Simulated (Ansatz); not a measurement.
## Ligand exchange: SiH2(GeH3)2 + SiH3(SbH2) → Ge2Si2H10 + SbH3

Gas-phase species: SiH2(GeH3)2, singlet; SiH3(SbH2), singlet; Ge2Si2H10 `[SiH3][GeH2][SiH2][GeH3]`, singlet; SbH3 (stibine) `[SbH3]`, singlet. The partners trade H for SiH3: Ge–H and Sb–SiH3 bonds give way to Ge–SiH3 and Sb–H.

Shapes, held fixed at every level: PBE0-D4/def2-TZVP. Flexible molecules stand in one conformer, not always the lowest. Programs: Ansatz 0.2.0. The zero-point and thermal change to 298 K, harmonic and unscaled (PBE0-D4/def2-TZVP), is -1.7 kJ/mol.

| level | kind | ΔH(298 K) (kJ/mol) | CPU time (sum over the molecules) |
| --- | --- | --- | --- |
| PBE-D4/def2-TZVPP | GGA | +7.2 | 28 s |
| r2SCAN-D4/def2-TZVPP | meta-GGA | +8.5 | 50 s |
| BHLYP-D4/def2-TZVPP | global hybrid | +8.8 | 44 s |
| r2SCAN0-D4/def2-TZVPP | global hybrid | +9.3 | 63 s |
| wB97M-V/def2-TZVPP | range-separated hybrid | +8.4 | 2.4 min |
| MP2/def2-SVP | perturbation theory | +10.0 | – |
| MP2/def2-TZVPP | perturbation theory | +10.3 | – |

MP2/def2-TZVPP gives ΔH(298 K) = +10.3 kJ/mol; the levels span +7.2 to +10.3. The median of the levels is +8.8. No measured value is set beside it here. For atoms past krypton def2 sets carry core potentials with scalar relativity. Relativity is left out for Ge. Outer-core shells of Ge, Sb are correlated, in sets that cover them unevenly. Times are processor times on shared x86 and Arm servers, and rough.

The exchange is mildly endothermic at every level, so silyl prefers antimony and hydrogen prefers germanium, relative to the swapped arrangement. Sb–H bonds are weak, and stibine is itself a strongly endothermic hydride. The compact hydrogen 1s orbital probably loses more overlap on going from germanium to the diffuse 5p shell of antimony than the larger silyl orbital does. The slight polarity of the Si–Sb bond may add to the preference.

Each side has the same number of E–H and E–Si bonds, so much of the error in describing them should cancel. This fits the narrow spread, from +7.2 to +10.3 kJ/mol. Both MP2 values lie above all the density functionals, but the difference changes the size of the preference, not its direction. The sign is therefore better supported than the exact magnitude. The result fixes only a balance between four bond types: it doesn't give the strength of any one of them, nor show that the Sb–Si bond is strong in itself.
